Lecture notes: adiabatic connection from extended RPA, AC0, and the zero of the metric in twisted ethylene

Section 3 below is a deliberately WRONG calculation. Sections 4 to 7 diagnose it, mend it and size the error.

1. Working equations

Conventions. Real natural orbitals of a singlet CASSCF reference Ψ. E_pq is the spin-summed excitation operator. D_pq = ⟨E_pq⟩ = 2 n_p δ_pq with 0 ≤ n_p ≤ 1. Integrals (pq|rs) are in charge-cloud order. Energies in aJ (10⁻¹⁸ J), or in kJ/mol.

Completeness. Insert the eigenstates ν of the Hamiltonian between two operators:

(1) ⟨E_pq E_rs⟩ − δ_qr D_ps = D_pq D_rs + Σ_{ν≠0} ⟨0|E_pq|ν⟩⟨ν|E_rs|0⟩ − δ_qr D_ps.

The left side is the two-particle density matrix. Only singlets ν contribute.

Connection. H(α) = H0 + α(H − H0). H0 keeps the full interaction inside each group (inactive, active, virtual) and the mean field between groups; Ψ is an eigenstate of H0. Hellmann–Feynman gives Ec = ∫₀¹ W(α) dα, with W = ⟨H − H0⟩_α − ⟨H − H0⟩_0. Approximation 1: D (occupations and orbitals) does not change with α. Then the one-electron terms and the first and third terms of (1) cancel in W, and only transition densities remain.

Pair operators. For a pair k = (p,q) with n_p ≥ n_q put b_k† = E_qp/√2, Q_k = b_k† + b_k, P_k = b_k† − b_k, N_k = n_p − n_q. Then ⟨[Q_k, P_l]⟩ = 2 N_k δ_kl.

Approximation 2, extended RPA (ERPA): Rowe's equation of motion with O† = ½ Σ_k (u_k Q_k + v_k P_k) and all averages taken in Ψ:

(2) K^Q u = ω N v, K^P v = ω N u, uᵀ N v = 1,
K^Q_kl = ½⟨[Q_k,[H(α),Q_l]]⟩, K^P_kl = −½⟨[P_k,[H(α),P_l]]⟩.

In the usual notation v = X + Y, u = X − Y, K^P = A + B, K^Q = A − B. The transition density is γ_k = ⟨[Q_k, O†]⟩ = N_k v_k. Diagonal densities ⟨[E_pp, O†]⟩ vanish in ERPA. With F_kl = Σ_ν γ_k γ_l,

(3) W(α) = Σ′_kl (k|l) [F_kl(α) − F_kl(0)], (k|l) = (pq|rs).

The prime omits integrals with all four orbitals in one group. This is the multireference connection formula of Pernal (2018).

Closed form. With M^P = N⁻¹ K^P N⁻¹, eq. (2) reads M^P γ = ω u, K^Q u = ω γ, uᵀγ = 1, so

(4) F = (2/π) ∫₀^∞ dξ [ξ² (K^Q)⁻¹ + M^P]⁻¹.

AC0. W(0) = 0, and keeping the linear term gives Ec(AC0) = ½ W′(0). Take modes that are uncoupled at α = 0, with frequencies ω_k and strengths F_k = K^Q_kk/ω_k. Expand (4) to first order and use (2/π)∫dξ /[(ξ²+a²)(ξ²+b²)] = 1/[ab(a+b)], and 1/(a+b) with ξ² in the numerator:

(5) F′_kl = [K^Q′_kl − F_k F_l M^P′_kl]/(ω_k + ω_l), ′ = d/dα at α = 0.

Single determinant: N = 1, F_k = 1, ω = ε_a − ε_i, K^Q′ − K^P′ = −2B with B = 2(ia|jb) − (ib|ja). Then ½W′ = −Σ (ia|jb)[2(ia|jb) − (ib|ja)]/(ε_a + ε_b − ε_i − ε_j), which is MP2.

2. Model of twisted ethylene

Four orbitals, four electrons: inactive i = σ(CC), virtual a = σ*(CC), active natural orbitals 1, 2 = (A ± B)/√2 built from orthogonal p-type orbitals A, B on the two carbons. Twist angle θ, point group D2 (z along CC), D2d at 90°. In D2 the pairs (1,2) and (i,a) are both b1 and form a closed 2×2 block. The pairs (i,t) and (t,a), t active, are b2 or b3; their metric is ½ at 90°. They are regular, untouched by what follows, and not evaluated.

Active space. Ψ = c1|1 1̄| + c2|2 2̄| on top of the core, n1 = c1², n2 = c2², c2 < 0 < c1. Define

s = c1 + c2 = √n1 − √n2, d = c1 − c2 = √n1 + √n2, N₁ = s d.

Index 1 on N, K, F, ω labels the pair (1,2), index 2 the pair (i,a). With S = (|1 2̄| + |2 1̄|)/√2 = (|A Ā| − |B B̄|)/√2:

(6) Q₁Ψ = s S, P₁Ψ = d S, Q₁ = (E_AA − E_BB)/√2.

Site form: covalent singlet at energy 0, both ionic singlets at U, hopping t = β cos θ, exchange (AB|AB) dropped. Ψ = cos φ (covalent) + sin φ (symmetric ionic), tan 2φ = 4t/U. Hence s² = 1 − cos 2φ, d² = 1 + cos 2φ, N₁ = sin 2φ, ω₁ = E_S − E_Ψ = U/2 + √(U²/4 + 4t²). At 90°: n1 = n2 = ½, N₁ = 0, s = 0, d² = 2, ω₁ = U.

Matrix elements. Inside the active space H and H0 differ by a constant, so from (6), for every α,

(7) K^Q₁₁ = s² ω₁, K^P₁₁ = d² ω₁.

Q₁, P₁ commute with Q₂, P₂. Let a superscript ia denote action of E_ai/√2, and g = (ia|12), x1 = (i1|2a), x2 = (i2|1a). Then ⟨S|H|Ψ^ia⟩ = 2s g − c1 x1 − c2 x2 and ⟨S^ia|H|Ψ⟩ = 2s g − c1 x2 − c2 x1. K^P₁₂ is αd times their sum, K^Q₁₂ is αs times their difference:

(8) K^P₁₂ = α N₁ (4g − x1 − x2), K^Q₁₂ = α N₁ (x2 − x1).

For the σ pair: N₂ = 1, K^Q₂₂ = ω₂ + α(K − J), K^P₂₂ = ω₂ + α(3K − J), with ω₂ = ε_a − ε_i, J = (ii|aa), K = (ia|ia).

At 90° the mirror planes make (iA|Ba) and (iB|Aa) vanish, so x1 = x2 = x. The model keeps x1 = x2 = x at all angles.

Inputs, approximate and of typical size for valence orbitals, held fixed in θ: U = 1.0, β = 0.50, g = 0.50, x = 0.10, ω₂ = 5.0, J = 2.0, K = 0.50 aJ. So 4g − 2x = 1.8 aJ and g(4g − 2x) = 0.90 aJ².

Target: the πσ cross term of AC0. In (3) it occurs twice, so E_× = ½ · 2g F′₁₂ = g F′₁₂.

3. The attempt (WRONG)

(W1) Remove the metric by splitting N = (√n_p + √n_q)(√n_p − √n_q). For pair 1 set ũ = d u, ṽ = s v. Then M̃^Q ũ = ω ṽ, M̃^P ṽ = ω ũ, ũ ṽ = 1, γ₁ = d ṽ.

(W2) Scaled elements: M̃^Q₁₁ = ω₁ s²/d², M̃^P₁₁ = ω₁ d²/s², M̃^P₁₂ = K^P₁₂/s = α d (4g − 2x).

(W3) As θ → 90°, M̃^Q₁₁ → 0 and M̃^P₁₁ → ∞, while their product is ω₁². "The eigenproblem is ω² = M̃^Q M̃^P, only the product enters, so the 0 × ∞ is removed by setting M̃^Q₁₁ = M̃^P₁₁ = ω₁."

(W4) Then ṽ² = 1, as for any occupied–virtual pair at α = 0, and F₁ = d².

(W5) Eq. (5) gives E_×(wrong) = −g d² (4g − 2x)/(ω₁ + ω₂).

(W6) At 90°: −0.90 × 2/6.0 = −0.30 aJ = −181 kJ/mol. WRONG.

The attempt passes three usual tests. The frequency ω₁ is right. For c1 = 1, d = 1 and (W5) is the MP2 term. W(0) = 0 holds, because the prime removes (12|12), the only integral that multiplies F₁ directly.

4. Symptoms

(a) Sum rule. At α = 0 completeness demands F₁ = ⟨Q₁²⟩ − ⟨Q₁⟩², that is ⟨(E_AA − E_BB)²⟩ = 2F₁. (W4) gives 2d² = 4 at 90°, the largest value two electrons can have, reached only by a purely ionic state. The reference is purely covalent there and the true value is 0.

(b) Selection rule. In D2d, Ψ is ¹B1, S is ¹B2 and Q₁ transforms as b2, like z. B1 × b2 = A2, so ⟨S|Q₁|Ψ⟩ = 0. The attempt gives this forbidden transition the full strength d².

(c) Trend. E_× describes σ polarisation responding to charge fluctuation between the carbons. The ionic weight sin²φ falls to zero on twisting, yet |E_×(wrong)| grows.

(d) Instability. Undoing the scaling, (W3) amounts to M^P₁₁ = ω₁/d² = 0.50 aJ at 90°. The determinant 0.50(5.0 − 0.50α) − (1.8α)² of M^P vanishes at α = 0.84. Beyond that one ω² is negative and the coupling integral of (3) cannot be done.

5. The faulty line

(W1) and (W2) are exact, only ill-conditioned. The fault is (W3). The product fixes the frequency; the ratio fixes the amplitude:

ṽ² = ṽ/ũ = √(M̃^Q₁₁/M̃^P₁₁) = s²/d².

Equating the two elements resets this ratio to 1. It hands the density operator Q₁ the norm d that belongs to P₁ in (6). The zero of the metric is not shared evenly between Q₁ and P₁: it sits wholly in Q₁, which annihilates Ψ at 90°. In X, Y language the exact zeroth-order mode has u = 1/s, v = 1/d, Y/X = c2/c1 → −1. Excitation and de-excitation amplitudes diverge as 1/s and cancel in X + Y; the mode is unlike an occupied–virtual pair, where Y = 0 at α = 0.

6. Mended calculation

Scale each operator by its own norm in (6): ū = s u, v̄ = d v. Then ū v̄ = 1 at α = 0, γ₁ = s v̄, and

K^Q₁₁/s² = K^P₁₁/d² = ω₁, K^P₁₂/d = α s (4g − x1 − x2), K^Q₁₂/s = α d (x2 − x1).

All elements are finite, with no approximation. Equal diagonal elements are now legitimate, but the prefactor of the density is s, not d. Thus F₁ = s², which meets the sum rule (a). With M^P′₁₂ = 4g − x1 − x2, eq. (5) gives

(9) E_× = g [N₁(x2 − x1) − s²(4g − x1 − x2)]/(ω₁ + ω₂).

For c1 = 1 this is −2g(2g − x2)/(ω₁ + ω₂), the two MP2 terms of this type. The first term in the bracket is the same in both calculations, since K^Q′₁₂ in (5) carries no factor F₁. It is zero in the model and exactly zero at 90°. If |x2 − x1| were 0.1 cos θ aJ, it would shift the mended E_× near 90° by about 6 %.

θ | N₁ | ω₁/aJ | s² | d² | E_× mended | E_× wrong (kJ/mol)
0° | 0.894 | 1.618 | 0.553 | 1.447 | −45 | −119
60° | 0.707 | 1.207 | 0.293 | 1.707 | −26 | −149
80° | 0.328 | 1.029 | 0.055 | 1.945 | −5 | −175
90° | 0 | 1.000 | 0 | 2.000 | 0 | −181

The digits belong to the model arithmetic; the inputs carry about two figures.

Stability is restored. M^P₁₁ = ω₁/s² is smallest at θ = 0, where it is 2.93 aJ, and the determinant of M^P at α = 1 is there 2.93 × 4.5 − 3.24 = 9.9 aJ² > 0.

Rest of the block. The σσ* term of AC0 is −K²/(2ω₂) = −0.025 aJ = −15 kJ/mol in both calculations. At 90° K^Q₁₁ = 0, so F₁₁ = F₁₂ = 0 for all α and the full coupling integral is

K ∫₀¹ dα {√[(5.0 − 1.5α)/(5.0 − 0.50α)] − 1} = −0.028 aJ = −17 kJ/mol.

7. Size of the error

Subtracting (9) from the wrong result, with d² − s² = 2 cos 2φ:

(10) ΔE = −2 cos 2φ · g(4g − x1 − x2)/(ω₁ + ω₂).

At 90°, ΔE = −0.30 aJ, about −180 kJ/mol: the whole cross term is spurious. The b1 block of AC0 comes out as −0.325 aJ (−196 kJ/mol) in place of −0.025 aJ, too large by a factor 13. The difference between AC0 and the full coupling integral in the mended block is 0.003 aJ, two orders of magnitude below the slip.

Torsion barrier E(90°) − E(0°). The active space alone gives 0.618 aJ = 372 kJ/mol in the model. The mended cross term adds +45 kJ/mol, because the πσ correlation present at 0° is lost on twisting. The wrong one adds −62 kJ/mol. The barrier is lowered by 107 kJ/mol and the contribution has the wrong sign. One σσ* pair was kept; each further partner k with (12|k) ≠ 0 adds its own spurious term.

8. Deleting the pair instead

A common alternative drops pairs with N < τ. For AC0 this is safe here: the term removed is (9), of order s² ≈ N₁²/2. For τ = 0.01, reached 0.3° from 90°, the step in the curve is about 5 J/mol. For any partner k the mended scaling gives F′₁k = s × (finite), so the AC0 step always closes as τ → 0.

For the full integral more care is needed. The mode keeps a finite frequency and finite scaled couplings K^Q₁k/s and K^P₁k/d. At 90° the excitation Ψ → S has a2 symmetry. Its couplings to the b2 pair σσ* vanish, as above, but those to a2 pairs, such as e → e excitations involving the CH₂ groups, need not. Deleting the pair then changes F_kl among those partners at order α², and so Ec at third order, by an amount that does not shrink with τ. The four-orbital model has no a2 pair and does not size this term.

Rule: near n_p = n_q, find the norms of QΨ and PΨ separately, scale by them, and test F(0) against ⟨Q²⟩ before forming any energy.